**Q.** I took SiBr⁺ at a typed bond length, ran unrestricted Hartree–Fock (UHF) in a double-zeta basis, and then changed one setting at a time. The energy changes run from nothing to 900 eV. Which of these settings should I worry about?

PySCF 2.14.0 runs on SiBr⁺; the base run is UHF/def2-SVP with no unpaired electrons and an unrelaxed Si–Br distance of 2.21 Å. Each row changes one setting of the base run, plus any listed under “also changed”; the field is in atomic units and the geometry factor multiplies the bond length. Dipoles are taken about silicon.

| setting and new value | also changed | SCF energy, new less base (eV) | highest occupied level (eV) | lowest empty level (eV) | dipole (D) | <S^2> |
| --- | --- | --- | --- | --- | --- | --- |
| basis set: 6-31g(s) | nothing | -2.055 | -18.11 | -6.56 | 1.43 | 0.000 |
| basis set: ano-rcc-vdzp | spin free x2c yes | -899.602 | -18.08 | -6.43 | 1.73 | 0.000 |
| basis set: cc-pvdz-dk | spin free x2c yes | -896.106 | -18.06 | -6.46 | 1.58 | 0.000 |
| basis set: x2c-svpall | spin free x2c yes | -883.992 | -18.07 | -6.48 | 1.59 | 0.000 |
| cartesian functions: yes | nothing | -0.199 | -18.09 | -6.51 | 1.61 | 0.000 |
| charge: 3 | nothing | 43.858 | -33.02 | -25.85 | 9.89 | 0.000 |
| convergence threshold: 1e-11 | nothing | 0.000 | -18.09 | -6.50 | 1.60 | 0.000 |
| damping: 0.5 | nothing | 0.000 | -18.09 | -6.50 | 1.60 | 0.000 |
| electric field z: 0.01 | nothing | n/a | -17.48 | -6.22 | 2.99 | 0.000 |
| functional: pw6b95 | scf type UKS, next step analyze | -99.812 | -15.64 | -9.66 | 2.30 | 0.000 |
| geometry: x 0.8 | nothing | 2.166 | -17.67 | -5.35 | 3.84 | 0.000 |
| geometry: x 1.12 | nothing | 0.858 | -17.07 | -7.06 | 0.29 | 0.000 |
| unpaired electrons: 2 | nothing | 2.662 | -15.45 | -8.99 | 1.59 | 2.020 |

**A.** The energy column is a poor guide to that, so start with what each row describes. The SCF energy is the converged self-consistent-field total, and $\langle S^2\rangle$ is the expectation value of the squared spin, 0 for a pure singlet and 2 for a pure triplet. Two rows are other states: charge 3 and two unpaired electrons. The others are closed-shell singlets. The base run passed all its stability tests, and the convergence and damping rows reproduce it, so its lowest empty level is −6.50 eV and its gap 11.59 eV.

A picture of the ion helps. It has ten valence electrons, like carbon monoxide, with silicon in the place of carbon and bromine in that of oxygen. CO has a filled σ lone pair on carbon, a filled π pair leaning to oxygen and an empty π* pair leaning to carbon. Your level list has the same pattern: a single level and a degenerate pair on top of the occupied set, and a degenerate pair as the lowest empty level. The likeness has bounds. CO is neutral, light and tightly bound, with σ well above π. Your ion is charged, contains a heavy atom, and has σ only 0.09 eV above π. I use CO for the shapes of the orbitals and for directions, never for sizes.

**Q.** Three basis sets lower the energy by about 890 eV. Is my basis that bad?

**A.** Those rows also switch on spin-free X2C, a scalar-relativistic Hamiltonian, so basis and physics change together. The size can be estimated without fitting anything. Treat each electron as hydrogen-like with a screened charge $Z_\text{eff}$ and add the first-order mass-velocity and Darwin terms, in hartree,

$$\Delta E_{nl} = -\frac{Z_\text{eff}^4\,\alpha^2}{2n^4}\left(\frac{n}{l+\tfrac12}-\frac34\right),$$

where $\alpha \approx 1/137$. For s electrons the Darwin term turns the bracket into $n-\tfrac34$. Take bromine 1s. Slater's rules give $Z_\text{eff} = 35 - 0.3 = 34.7$, and the bracket is $\tfrac14$. Then $34.7^4 = 1.45\times10^6$, divided by $137^2$ is 77.2, divided by 8 is 9.66 hartree per electron. Two electrons give 19.3 hartree, or $19.3 \times 27.2 = 525$ eV. The sum over all shells of both atoms is −822 eV, of which the model puts 64% in that one shell, 30% in the second shell of bromine and 2% in silicon.

The model falls 7 to 9% short of the three tabulated shifts. With bare nuclear charges it overshoots them by 41 to 43%, so screening is needed. A shortfall is the natural sign: the next order in $(Z\alpha)^2$, which is 0.065 for bromine, deepens the 1s term by a few per cent, Slater screening is too strong close to the nucleus, and any gain from a better basis adds in the same direction. These rows cannot separate the three. They do show that basis quality is present, because the three X2C rows use the same relativistic treatment and still differ by 15.6 eV.

**Q.** Then relativity is essential.

**A.** For the total energy, yes, and hardly at all for the levels and dipole you listed. The core is nearly the same in any bromine compound or state, so its shift cancels from differences taken at one level of theory. The closest like-for-like pair is x2c-svpall against the base, two bases of the same size and family: the energy drops by 884 eV while both frontier levels move by 0.02 eV and the dipole by 0.01 D. The scalar correction acts most on s electrons, which reach the nucleus, and the bromine part of these frontier orbitals should be largely 4p. The π pair does rise by 0.05 to 0.06 eV in the X2C rows, but it rises as much in the non-relativistic 6-31G* row, so I would not credit that to relativity.

What all rows leave out is spin-orbit coupling. The 4p splitting of atomic bromine is roughly 0.5 eV, a recalled figure, and a π pair with much bromine character would split by a good part of it. That exceeds the σ–π spacing, so for a photoelectron assignment the missing term matters more than the one you switched on. The practical rule is never to subtract energies from different Hamiltonians or bases. For a neighbour, the $Z^4$ law makes the halogen core shift about twenty times smaller with chlorine and about five times larger with iodine.

**Q.** The basis sets agree on the highest occupied level to 0.05 eV. Is the basis converged?

**A.** They are all double-zeta with polarization and share the same weaknesses, so agreement among them is no proof. Taking the base, the four other bases and the Cartesian row together, the lowest empty level spans 0.13 eV and the dipole 0.30 D, from 1.43 to 1.73 D. The dipole and the empty level depend on the outer tail of the orbitals, where small bases differ most. The σ–π spacing stays positive but varies from 0.01 to 0.09 eV.

Within one Hamiltonian a lower energy does mean a variationally better wavefunction, but mostly, I would argue, a better core. 6-31G* lies 2.055 eV below the base with the same 50 functions, and its frontier levels move by no more than 0.06 eV. Among the X2C rows the two 45-function sets lie below the 50-function one. X2C builds its Hamiltonian in each basis, so that order isn't strictly variational, but it does warn against ranking bases by their number of functions; how the core is described probably counts for more. Cartesian d shells add one s-like function each. With four d shells the count should go to 54, although the run still prints 50, and the drop of 0.199 eV shows that the setting acted. A larger space can only lower the energy. The levels move by about 0.01 eV at most and the dipole by about 0.02 D, yet 0.199 eV is more than four times 1 kcal/mol (0.043 eV), so mixing Cartesian and spherical runs would spoil a reaction energy.

**Q.** PW6B95 halves the gap, from 11.59 to 5.98 eV. Which is right?

**A.** They are different quantities, and neither is an excitation energy. An empty Hartree–Fock level describes an added electron that feels all the others. An electron promoted from orbital $i$ to orbital $a$ also feels the hole it left, so with frozen orbitals

$$E_\text{triplet} = \varepsilon_a - \varepsilon_i - J_{ia}, \qquad E_\text{singlet} = E_\text{triplet} + 2K_{ia},$$

with $J$ the Coulomb attraction of electron and hole and $K$ their exchange integral. Your triplet lies 2.66 eV up, so $J$ plus orbital relaxation is $11.59 - 2.66 = 8.93$ eV. Two unit charges have that energy at $14.4/8.93 = 1.6$ Å, a sensible separation inside this ion. In a semilocal functional, filled and empty levels come from one potential, the hole is in effect included, and the gap lies near an excitation energy. A hybrid with a fraction $x$ of exact exchange should fall roughly on a line between the two. With $x = 0.28$, the recalled fraction for PW6B95, and nothing fitted, the estimate is $2.66 + 0.28\times 8.93 = 5.16$ eV.

That is 0.82 eV, or 14%, below the tabulated 5.98 eV. Theory gives two reasons with the right sign. UHF misses the correlation of the electron pair that is broken, which places the triplet too low, and a semilocal gap tends to lie above the triplet, towards the singlet. The estimate explains why the gap shrinks by several eV and is no better than 1 eV.

The run also shows no sign of a change of state: σ rises by 2.37 eV and π by 2.54 eV, nearly together, as partial self-interaction in a functional would make them. The small difference is enough to put π on top. No stability test was run for this row, and its −99.8 eV ranks nothing, since the two methods define the energy differently. For an ionization energy the choice of method moves the orbital estimate by 2.45 eV, against 0.05 eV for the basis. Use differences of total energies between states, with a correlated method or more than one functional.

**Q.** Can I trust the two rows that are such differences?

**A.** The triplet in part. Its $\langle S^2\rangle$ of 2.020 shows slight contamination. It is stable within UHF and unstable only if the spins may tilt. Its levels fit a σ→π* promotion, as in CO. The nearly unchanged dipole points the same way, since a π→π* promotion should carry charge from bromine to silicon. That is still an inference, and with π so close to σ a π→π* triplet remains a candidate for which no search was made. Its highest occupied level is a spin-up orbital and its lowest empty level a spin-down one, so their difference is no excitation energy. The 2.66 eV is vertical, without correlation, relaxation or zero-point energy.

The charge 3 row should not be used. The run emptied the σ orbital and kept a closed shell, and that solution failed all three stability tests, so a lower one exists. With frozen orbitals, removing a pair costs twice the orbital binding energy plus the repulsion of the two holes. Here $43.86 - 36.18 = 7.68$ eV is left for that repulsion less relaxation, which is a reasonable size for the state found. With σ and π nearly degenerate, my guess is that the holes do better in different orbitals. This also bounds what your convergence and damping rows teach. They change nothing at the printed digits, because the energy is stationary in the density and damping alters only the path. Convergence finds a stationary point, and only the stability test says whether it is a minimum.

**Q.** The dipole falls from 3.84 to 0.29 D as I stretch the bond. Is the bond losing its polarity?

**A.** For an ion of charge $q$ the dipole depends on the origin. Moving the origin by $d$ along the bond gives $\mu' = \mu - qd$. Yours is taken about silicon. With rough masses of 28 and 80 the centre of mass lies $80/108$ of the way to bromine, 1.64 Å at the base distance, and one electron charge times 1 Å is 4.80 D. So $\mu' = 1.60 - 1.64\times4.80 = -6.3$ D. About that point the magnitudes rise with stretching, from 2.5 through 6.3 to 8.5 D. The 9.89 D of charge 3 can't be set beside the base value either.

What the number does give is the centre of the net charge as a fraction of the bond, $\mu/(eR)$: 0.45, 0.15 and 0.02 from the short to the long distance. A plausible reading is that the positive charge retreats to silicon, the atom that is easier to ionize, as donation from bromine into the empty silicon p orbitals weakens; no populations were printed for these rows to test it. That fraction is not an atomic charge. In the PW6B95 run the population analysis puts 0.13 e on bromine, which as a point charge gives 1.38 D against the tabulated 2.30 D. A silicon lone pair pointing away from bromine would supply a missing part of that sign, though these rows don't isolate it.

Differences at equal charge and geometry are free of the origin. PW6B95 adds 0.70 D, 2.3 times the whole basis spread, and the sign means electrons moved towards silicon. That is the known behaviour of CO, where Hartree–Fock leaves too much charge on the electronegative atom and correlation returns some through the π system. The direction is plausible on that ground; whether 0.70 D is too much or too little takes a correlated calculation in a larger basis.

**Q.** And the field row?

**A.** The field of 0.01 a.u. is 5.14 V/nm, or 1.14 V across the bond, which is strong. It induces about 1.4 D, an origin-free number, and dividing by the field gives a polarizability along the bond of about 55 a.u. One step of that size includes some non-linear response, and a basis without diffuse functions usually gives too little, so use smaller fields of both signs. Since $dE/dF = -\mu$, the energy change should be minus the field times the mean of the two dipoles, −0.246 eV. The run gave −0.245 eV, equal within the 0.002 eV that rounding allows. The relation is built into the method, so this only confirms that energy and dipole share the silicon origin.

The absolute level shifts depend on that origin too, but their order does not. The field raises electrons on the bromine side, and π rises by 0.70 eV, σ by 0.41 eV and π* by 0.28 eV. This supports the π part of the CO picture, with π towards the halogen and π* towards silicon, and it puts π on top. The σ level shifts more than π*, which may mean that σ is less confined to silicon than a pure lone pair would be, though each shift also contains the response of the other electrons. The tabulated shift of the highest level therefore compares two different orbitals.

**Q.** I never relaxed the bond. How much does that cost me?

**A.** Three distances can't fix it, but they show the range. I passed a parabola exactly through the three energies, and then Morse curves with an assumed range parameter of 1.0, 1.5 and 2.0 Å⁻¹. Each curve has as many free constants as points, so there is no residual and no test. The parabola puts the minimum at 2.20 Å with almost no gain, but a symmetric well over a 20% compression is unphysical. The Morse curves give 2.14 to 2.07 Å and gains of 0.05 to 0.2 eV, one to five times 1 kcal/mol. Quadratic interpolation then shifts the dipole about silicon by 0.4 to 0.7 D and the lowest empty level by 0.2 to 0.3 eV. Both exceed the basis spread, and the dipole shift may match the functional step.

The orbitals explain the sensitivity. On compression π drops by 2.53 eV and π* rises by 1.15 eV, and on stretching both reverse, as a bonding and antibonding pair should. The σ level rises by less than 0.5 eV either way, like a largely non-bonding orbital. So σ is 3.04 eV above π at the short distance and 0.54 eV below it at the long one, and your typed distance sits almost at the crossing. That is why a field or a functional could swap the order. A shorter relaxed bond would favour σ on top at this level. The same reasoning suggests that stronger π overlap with a smaller halogen keeps σ on top, closer to CO, while a longer bond to a heavier halogen with less tightly held p electrons brings π up; that is an argument, not a result of your runs.

**Q.** With limited time, where do I spend it?

**A.** For a diatomic, relaxing the bond takes a handful of gradient steps and a stability test costs on the order of another SCF run, so do both for every state, whatever the purpose. Spin-free X2C changes only the one-electron part and is cheap, provided the basis is contracted for it; adopt it throughout or not at all. A hybrid needs the same exchange integrals as Hartree–Fock plus a grid, so a second functional is a modest price for seeing a step that was large in levels and dipole alike.

Among these bases, formal $N^4$ scaling in the number of functions gives 0.66 of the base cost for 45 functions and 1.36 for 54. Long contractions, as in the ANO set, cost more than that count suggests, but for a diatomic every one of these runs is cheap, so don't choose on cost. A basis with half as many functions again would cost about five times as much. At least a step of that kind is needed for a dipole to 0.1 D or energies near 1 kcal/mol, but only after geometry, state and correlation are settled. For a qualitative orbital picture any of the bases will do, as long as σ and π are followed separately and their order is left open until spin-orbit coupling is in.
